The table follows five bands of a tetrahedrally bonded crystal, CoCu2SnTe4, over six points in reciprocal space. Energies are counted from the Fermi level, where filled states give way to empty ones. Bands v3, v2 and v1 are numbers 134, 135 and 136 from the bottom; c1 and c2 are the next two. The calculation is a PBE one with spin-orbit coupling, in which no magnetic moment could form.

Kohn-Sham bands of CoCu2SnTe4 in an unrelaxed 8-atom cell, computed with Ansatz 0.2.0 using PBE with spin-orbit coupling, PAW datasets and a 420 eV plane-wave cutoff. The k-mesh is 6×6×5 and the Fermi-Dirac smearing width 0.1493 eV. Band v1 is the highest that is filled at some mesh point; each row uses the path point nearest the named k-point.

| k-point | coordinates (reciprocal vectors of the computed cell, not always the standard one) | band v3 (eV from the Fermi level) | band v2 (eV from the Fermi level) | band v1 (eV from the Fermi level) | band c1 (eV from the Fermi level) | band c2 (eV from the Fermi level) | c1 less v1 (eV) |
| --- | --- | --- | --- | --- | --- | --- | --- |
| Gamma | 0 0 0 | 0.78 | 0.91 | 0.91 | 0.94 | 0.94 | 0.03 |
| X | 0.5 0.5 0.5 | 0.05 | 0.37 | 0.37 | 0.74 | 0.74 | 0.37 |
| P | 0.5 0.5 0.25 | 0.12 | 0.13 | 0.13 | 1.11 | 1.11 | 0.98 |
| N | 0 0.5 0 | -0.30 | 0.06 | 0.06 | 1.75 | 1.75 | 1.69 |
| M | 0 0 -0.5 | -0.10 | -0.09 | -0.09 | 1.20 | 1.20 | 1.29 |
| S | 0 0.374 -0.313 | 0.08 | 0.10 | 0.12 | 1.41 | 1.49 | 1.29 |

### Gamma: is the 0.03 eV between v1 and c1 a band gap?

No. A band gap separates filled states from empty ones, so the Fermi level has to lie inside it. At Gamma both bands lie about 0.9 eV above the Fermi level, and both are practically empty. The 0.03 eV is a distance between two empty levels.

Why they come so close there is less certain. The pairs v3, v1 and c1 all fall within 0.16 eV at Gamma. They may stem from one threefold level, split by spin-orbit coupling and by the tetragonal arrangement of the atoms. That is a guess, which the orbital make-up of the three pairs would decide.

### X: do v1 and c1 at least stay apart from each other?

Only if they are compared at the same point. At each of the six points c1 lies above v1, but c1 at X (0.74 eV) lies below v1 at Gamma (0.91 eV). The two bands therefore overlap by at least 0.17 eV. Electrons filling them from below would enter c1 near X before v1 was full near Gamma. A positive direct distance at each point is thus no proof of a gap in the whole crystal.

### P and N: which band opens the distance away from Gamma?

Towards N both do, in nearly equal shares: v1 sinks by 0.85 eV and c1 climbs by 0.81 eV. Tight-binding theory gives the general reason. At Gamma an orbital has the same phase in every cell; at other points the phase turns from cell to cell, so that contacts which pushed a level up may now pull it down. Each band responds according to its orbital make-up, which can itself change along the way, so equal shares needn't carry over to other directions. Between Gamma and P, v1 moves by 0.78 eV and c1 by only 0.17 eV; between Gamma and M, v1 moves by 1.00 eV and c1 by only 0.26 eV.

### M: how full is v1 where it lies below the Fermi level?

M is the only listed point where v1 is below the Fermi level, and only by 0.09 eV. The filling follows from the Fermi-Dirac rule that the run itself uses,

$$f=\frac{1}{1+e^{E/w}},$$

where $E$ is the band energy and $w$ = 0.149 eV is the smearing width. With $E/w=-0.09/0.149\approx-0.6$ the exponential is about 0.55, and $f=1/1.55$, or about 65 %.

So even here v1 is only partly filled. The width corresponds to an electronic temperature of about 1700 K, chosen to steady the calculation and not to describe a working temperature. With the same bands and Fermi level but a very small width, v1 would be full at M and empty at the other five points. The output below the text lists the filling at each point.

### S: why do the levels come in pairs at the other five points but not here?

Time reversal turns an electron state at one point into a state of equal energy, with opposite spin, at the opposite point. Gamma, X, N and M are each equivalent to their own opposite, so the two partners meet there and form a pair. P is not, but its rotations and reflections force the same pairing on electrons with spin. S, like most points in reciprocal space, has too little symmetry for that. As the crystal has no inversion centre, spin-orbit coupling is free to split the levels at S. Bands c1 and c2 lie 0.08 eV apart there. Bands v3, v2 and v1 follow one another in steps of only 0.02 eV, so the table doesn't tell which of them are partners.

### The whole table: why is this state a metal?

The reason is the electron count. Outside the atomic cores the cell holds 133 electrons, an odd number, while time reversal makes the bands meet in twos at points such as Gamma: 1 with 2, and so on up to 133 with 134. The last electron therefore enters a pair that has room for two, and no gap can separate band 133 from band 134.

The table also shows how far bands 133 and 134 overlap. At Gamma band 133 has the energy of its partner v3, 0.78 eV, whereas at N band 134 lies at −0.30 eV. The overlap is 0.78 + 0.30 = 1.08 eV. The run's own count over its whole mesh gives the same value; since both come from one set of bands, this confirms the reading of the table and not the physics.

### What would magnetic moments, or zinc in place of cobalt, change?

Three electrons are lacking to fill every band up to v1. In the formal picture these are the three by which Co²⁺, with seven d electrons, falls short of a full d shell. Four Te neighbours push three of the d orbitals, the t2 set, above the other two, the e set. The calculated fillings agree: about 1.5 electrons in each t2 orbital against 1.9 in each e orbital. Mixing with Te orbitals blurs the count, so these numbers don't add up to seven.

If moments were allowed, Co²⁺ between four such neighbours would normally take its high-spin form. The three t2 electrons then have parallel spins and fill one spin direction of the set, while exchange lifts the other. Time reversal no longer ties the bands in pairs, and a gap may open at the same electron count. This is standard ligand-field reasoning, which a non-magnetic run leaves untested.

Zinc would bring three more electrons and make the count even, 136. An even count permits a gap but doesn't ensure one: in the bands of this table, the 0.17 eV overlap would still leave a semimetal. Zinc also holds its d electrons much more deeply, so the bands themselves would change.

### Which digits can be trusted?

As a record of this run, the energies are good to the printed 0.01 eV. As a property of the material, the 0.03 eV at Gamma is not reliable. The atoms sit in unrelaxed positions, with forces above 1 eV/Å driving each Te away from Sn and towards Co, and the bands near the Fermi level depend on those bonds. The 0.17 eV overlap is uncertain as well, because PBE can misplace bands of different orbital make-up against each other. That the non-magnetic state is a metal rests on firmer ground, because it follows from the odd electron count as long as all cells stay alike. It says little about the real crystal, where Co²⁺ is expected to carry a moment.

The analysis program printed:

```
Pairs and filling at each point:
    row  v1 less v2 in eV  c2 less c1 in eV  how many of v1 v2 v3 lie below the Fermi level  Fermi-Dirac filling of v1 in percent
  Gamma                 0                 0                                               0                                0.2249
      X                 0                 0                                               0                                  7.74
      P                 0                 0                                               0                                 29.51
      N                 0                 0                                               1                                 40.09
      M                 0                 0                                               3                                 64.63
      S              0.02              0.08                                               0                                 30.92
Rise of v1 from N to Gamma in eV: 0.85
Fall of c1 from N to Gamma in eV: 0.81
Rise of v1 from M to Gamma in eV: 1
Fall of c1 from M to Gamma in eV: 0.26
Rise of v1 from M to S in eV: 0.21
Rise of c1 from M to S in eV: 0.21
Indirect overlap, v1 at Gamma less c1 at X, in eV: 0.17
Spread of the three pairs v3 v1 c1 at Gamma in eV: 0.16
Overlap of bands 133 and 134, v3 at Gamma less v3 at N, in eV: 1.08
Gap by band count from the run itself in eV: -1.081
Electrons missing to fill all bands up to v1: 3
Mean electrons in each Co d orbital of the e set: 1.861
Mean electrons in each Co d orbital of the t2 set: 1.541
Electronic temperature that the smearing stands for in K: 1733
Distance c1 less v1 at Gamma as a fraction of the smearing width: 0.2009
```
